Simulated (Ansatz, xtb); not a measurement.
# Relative energy of two isomers of C3H10SSi2

We compare X, `C=CC[SiH2]S[SiH3]`, a singlet, with Y, `C1C[SiH2][SiH2]SC1`, a singlet. Both are isolated molecules in the gas phase, relaxed with r2SCAN-D4/def2-SVP; the shapes shown needn't be the lowest conformers.

X (Å):

```xyz
16

C    -0.4658    0.9760   -2.4987
C     0.1540    0.3833   -1.4703
C     1.3886    0.8905   -0.7951
S     0.0510    0.0900    2.1864
Si    1.0566    1.5510    0.9480
Si    1.4918   -1.5059    2.0950
H    -0.0762    1.8953   -2.9510
H    -1.3840    0.5603   -2.9230
H    -0.2806   -0.5317   -1.0448
H     1.8507    1.7147   -1.3692
H     2.1524    0.0940   -0.7111
H     2.3512    1.9504    1.5811
H     0.1280    2.7148    0.9018
H     1.1422   -2.4594    3.1836
H     1.4449   -2.2181    0.7823
H     2.8760   -0.9793    2.2945
```

Y (Å):

```xyz
16

C    -0.5764   -1.2039    1.1371
C     0.2243   -2.2432    0.3369
C    -0.7327    0.1636    0.4736
S    -2.0117    0.2908   -0.8576
Si   -0.5236   -2.8152   -1.3161
Si   -1.0634   -0.8405   -2.4345
H    -1.5776   -1.5953    1.3892
H    -0.0612   -1.0347    2.1013
H     0.3842   -3.1429    0.9574
H     1.2353   -1.8466    0.1240
H     0.4487   -3.7115   -2.0193
H    -1.7911   -3.5755   -1.0772
H    -2.0802   -0.9600   -3.5206
H     0.1419   -0.1299   -2.9762
H     0.2328    0.5301    0.0829
H    -1.0752    0.9021    1.2147
```

Task: Which of the two would you expect CCSD(T)/def2-SVP + ΔMP2/def2-TZVPP electronic energies to favour?

Result: Too close to call at this level: CCSD(T)/def2-SVP + ΔMP2/def2-TZVPP gives E(Y) − E(X) = +0.84 kcal/mol.

Level by level:

```csv
level,geometry,E(Y) − E(X) (kcal/mol),departure from the last row (kcal/mol),"job, with rough time for the two"
GFN2-xTB,GFN2-xTB,+3.87,+3.03,"optimisation, 0.67 s"
HF/STO-3G,GFN2-xTB,−36.89,−37.73,"single point, 1.1 s"
r2SCAN-D4/def2-SVP//GFN2-xTB,GFN2-xTB,−4.91,−5.75,"single point, 5.8 s"
r2SCAN-D4/def2-SVP,r2SCAN-D4/def2-SVP,−4.88,−5.72,"optimisation, 1.7 min"
HF/def2-SVP,r2SCAN-D4/def2-SVP,+4.95,+4.11,part of the CCSD(T) run
MP2/def2-SVP,r2SCAN-D4/def2-SVP,−2.00,−2.84,part of the CCSD(T) run
CCSD(T)/def2-SVP,r2SCAN-D4/def2-SVP,−1.14,−1.97,single point
CCSD(T)/def2-SVP + ΔMP2/def2-TZVPP,r2SCAN-D4/def2-SVP,+0.84,,"single point, 1.8 min"
```

As drawn, Y has 1 C–C, 1 Si–Si, 1 C–S, 1 C–H in place of 1 C=C, 1 S–Si, 1 Si–H. Structure X has no ring, Y a 6-membered ring.

The largest departure from CCSD(T)/def2-SVP + ΔMP2/def2-TZVPP is that of HF/STO-3G, 37.73 kcal/mol. The last row adds to CCSD(T) the change of the MP2 difference between the two basis sets, here +1.97 kcal/mol.

With thermal terms from frequencies at re-optimised GFN2-xTB minima (ideal gas, soft modes damped towards free rotors, one conformer each, 298.15 K, 1 atm): on the last row, ΔE + ΔZPE = +4.37, ΔH = +3.22, ΔG = +6.37 kcal/mol.

The correlated steps freeze 18 core orbitals. Programs: Ansatz 0.2.0, xtb 6.7.1; the last row on 2 threads of Intel(R) Xeon(R) Processor @ 2.70GHz on a shared host.

The near-degeneracy reflects compensation between bonds. Ring closure trades a C=C π bond for σ bonding and turns Si–H into the stronger C–H, but it also gives up a strong, polar Si–S bond for C–S and creates a comparatively weak Si–Si bond. With so little left over, the electronic preference changes sign with the treatment of correlation and basis. Correlation favours the ring, moving the difference from +4.95 at HF to −1.14 kcal/mol at CCSD(T) in the same basis, probably in part through the closer contacts within the compact ring. The larger basis shifts the balance back towards the open chain. The extreme HF/STO-3G value fits the known bias of a minimal basis against π bonds, probably aggravated by the absence of d polarisation functions on Si and S.

The free energy gives a clearer preference for X: zero-point energy penalises the stiffer ring with its additional C–H bond, and the chain's soft torsions bring more entropy. This preference says nothing about how readily the isomers interconvert.
